Before computing the magnetisability of a molecule such as $\mathrm{SiH_3OSiH_2SiH_2SiH_3}$, one has to decide where to spend the effort: on a better density functional or on a better basis set. The magnetisability is the magnetic moment that a field induces, divided by the field; the susceptibility is the same quantity per mole. Both are negative here, because the induced moment opposes the field. All rows treat the same molecule at the same geometry, so that only the description of its electrons changes.

Isotropic magnetisability and molar susceptibility of $\mathrm{SiH_3OSiH_2SiH_2SiH_3}$, computed with PySCF 2.14.0 (density fitting) by non-relativistic Kohn-Sham DFT with gauge-including atomic orbitals (GIAO); each row names the functional and basis set. All rows use one gas-phase conformer optimised at PBE0-D3(BJ)/def2-SVP, without vibrational averaging.

```tsv
level	magnetisability (1e-30 J/T^2)	susceptibility (1e-6 cm^3/mol)
B3LYP/MINI	-1816.3	-109.38
B3LYP/pcSseg-0	-1549.5	-93.31
B3LYP/6-31G	-1493.6	-89.95
mPW1PW91/pcSseg-1	-1330.0	-80.09
PBE/pcSseg-1	-1322.0	-79.62
B3LYP/6-311G(d,p)	-1294.3	-77.95
```

The basis set decides. With B3LYP throughout, the magnetisability loses 29% of its magnitude between MINI and 6-311G(d,p), a change of 522 in the units of the table. Exchanging mPW1PW91 for PBE in one and the same basis moves it by only 8. The question is therefore what the small basis sets get wrong, and the answer turns out to be two different things.

The susceptibility is the sum of two parts with opposite signs. The diamagnetic part is negative and depends only on how far the electrons are spread out around the chosen origin. The paramagnetic part is positive and measures how the field distorts the orbitals by mixing empty ones into occupied ones. A basis set can fail in the first by giving the wrong electron cloud, and in the second by giving the right cloud too few ways to respond.

A limiting case shows how the two parts belong together. Take a single spherical atom and place it far from the origin. Its diamagnetic part grows with the square of the distance, yet the atom has not changed, so its paramagnetic part must grow by the same amount and cancel the increase. In a long molecule with the origin at the centre of mass, most of both parts is of this kind: for 6-31G, $-1465$ and $+1375$ leave about $-90$ (in $10^{-6}\ \mathrm{cm^3/mol}$, as for all susceptibilities below). A small error in either part is thus a large error in the remainder.

The first fault is that of MINI. On going from MINI to pcSseg-0 the diamagnetic part shrinks by 22.9, which says that the MINI electron cloud is more spread out. How much more follows without any fitted parameter from the exact relation

$$\chi_\mathrm{dia} = -\frac{N_\mathrm{A}e^2}{6mc^2}\sum_i\langle r_i^2\rangle \approx -0.79\,\sum_i\langle r_i^2\rangle/a_0^2 ,$$

in which $r_i$ is the distance of electron $i$ from the origin and $a_0$ is the bohr. The excess spread is $22.9/0.79 \approx 29$ bohr². If it all sits in the valence shells, with their $4\times4+6+10=32$ electrons, it comes to about 0.9 bohr² for each. The electron of a free hydrogen atom has a mean squared distance of 3 bohr², so this is a considerable swelling.

The direction of the excess hints at the kind of error. Had MINI merely moved charge from the middle of the chain towards its ends, the spread would have changed mainly along the chain. Instead the excess is 10.5, 9.4 and 8.9 bohr² along the three axes of the molecule, nearly the same in each. That is what one expects of clouds that are too large around their own atoms.

A likely reason lies in the construction of MINI, although the rows do not test it separately. A minimal basis has one function of fixed size for each valence orbital. This may suit a free atom, but in a bond the cloud has to adapt, and a single function cannot shrink or grow. The split-valence sets pcSseg-0 and 6-31G offer a tight and a loose function, whose mixture sets the size. The small step between these two is of the same kind as the first, with a further slight contraction of the cloud.

Swelling alone overstates the effect on the total. The susceptibility changes by $109.4-93.3=16.1$ from MINI to pcSseg-0, and not by 22.9, because the paramagnetic part falls at the same time and takes back the difference. This bears on the kind of error as well. Had MINI moved charge from one atom to another, for instance from silicon to hydrogen, both parts would have changed by almost the same amount, as in the limiting case above. In fact less than a third is taken back, which again points to swelling around the atoms, although the limited response of so small a basis may also play a part. MINI is irregular in another respect too: its magnetisability is the largest in magnitude but its anisotropy is the smallest, 190 against 233 or more in the other rows. Its result cannot be repaired by a common scale factor.

The second fault appears between 6-31G and 6-311G(d,p). Here the diamagnetic part stays put to within about 0.1, so the overall spread of the electrons is already settled. The paramagnetic part, however, rises by 11.9. This is less than 1% of that part, but after the cancellation it removes 13% of the total.

Why a better basis should raise the response is again clearest from a limit. In a spherical atom with the origin at its nucleus, the field finds nothing to distort, and the paramagnetic part vanishes. In a molecule the neighbours spoil the spherical shape, and the field then tries to turn the distorted cloud about its nucleus. Turning an s function gives nothing, whereas turning a p function gives another p function. A hydrogen atom described by s functions alone therefore has no paramagnetic response of its own, however many s functions it is given.

Polarisation functions, p on hydrogen and d on silicon and oxygen, supply the absent shapes. They let the cloud lean into the bond, and they provide the orbitals into which the field can turn it. The gauge-including orbitals used here do not do this work: they take care of each atom's displacement from the origin, but the factor that does so is fixed by the field and gives the cloud no new freedom to respond.

The last basis also has a more finely divided valence shell than 6-31G, which might have caused the rise instead. The two pcSseg-1 rows speak against that as the main cause. Their valence shell is only doubly split, but they do have polarisation functions, and their paramagnetic parts already lie 9.9 and 10.3 above that of 6-31G. Since they also use other functionals, this is strong support and not a clean separation. Nor do the rows tell how much of the rise is due to the functions on hydrogen and how much to those on silicon and oxygen.

For the choice at the start, two questions about a basis set matter more, for this molecule and the functionals compared, than the name of the functional. Can the valence cloud change its size, and does every atom, hydrogen included, have functions of the next angular shape? MINI fails on both counts, pcSseg-0 and 6-31G on the second, and the three rows with polarised sets have the three weakest magnetisabilities. That they lie close together does not prove them converged: none of them has diffuse functions, which reach further out from the atoms and would be the next thing to test. A comparison with experiment would also have to include vibration and other conformers. Related silanes and siloxanes serve as precursors for silicon-containing films in chip making; for them the trend is a guide to the calculation and says nothing about how a film grows. The differences used here are listed in the output below.

Printed output of the fit:

```
Parts of the susceptibility (1e-6 cm^3/mol), gap (eV), anisotropy (1e-30 J/T^2):
                row  diamagnetic  paramagnetic   gap  anisotropy
         B3LYP/MINI        -1494          1384  7.35       189.9
     B3LYP/pcSseg-0        -1471          1378  7.09       273.9
        B3LYP/6-31G        -1465          1375  6.91       268.4
  mPW1PW91/pcSseg-1        -1465          1385  7.22       236.9
       PBE/pcSseg-1        -1465          1385  5.19         253
  B3LYP/6-311G(d,p)        -1465          1387  6.71       233.1
B3LYP, MINI to 6-311G(d,p), change of magnetisability (1e-30 J/T^2): 522
the same as percentage of the MINI magnitude (%): 28.74
step MINI to pcSseg-0, magnetisability (1e-30 J/T^2): 266.8
step pcSseg-0 to 6-31G, magnetisability (1e-30 J/T^2): 55.9
step 6-31G to 6-311G(d,p), magnetisability (1e-30 J/T^2): 199.3
PBE less mPW1PW91 in pcSseg-1, magnetisability (1e-30 J/T^2): 8
MINI to pcSseg-0, change of diamagnetic part (1e-6 cm^3/mol): 22.89
MINI to pcSseg-0, change of paramagnetic part (1e-6 cm^3/mol): -6.819
pcSseg-0 to 6-31G, change of diamagnetic part (1e-6 cm^3/mol): 5.971
pcSseg-0 to 6-31G, change of paramagnetic part (1e-6 cm^3/mol): -2.611
6-31G to 6-311G(d,p), change of diamagnetic part (1e-6 cm^3/mol): 0.1073
6-31G to 6-311G(d,p), change of paramagnetic part (1e-6 cm^3/mol): 11.89
the same rise as percentage of the paramagnetic part (%): 0.8649
6-31G to 6-311G(d,p), loss of total magnitude (%): 13.34
mPW1PW91/pcSseg-1 less B3LYP/6-31G, paramagnetic part (1e-6 cm^3/mol): 9.884
PBE/pcSseg-1 less B3LYP/6-31G, paramagnetic part (1e-6 cm^3/mol): 10.34
excess spread of MINI over pcSseg-0 along a, all electrons (bohr^2): 10.53
excess spread of MINI over pcSseg-0 along b, all electrons (bohr^2): 9.422
excess spread of MINI over pcSseg-0 along c, all electrons (bohr^2): 8.945
gap of mPW1PW91 less gap of PBE in pcSseg-1 (eV): 2.03
```
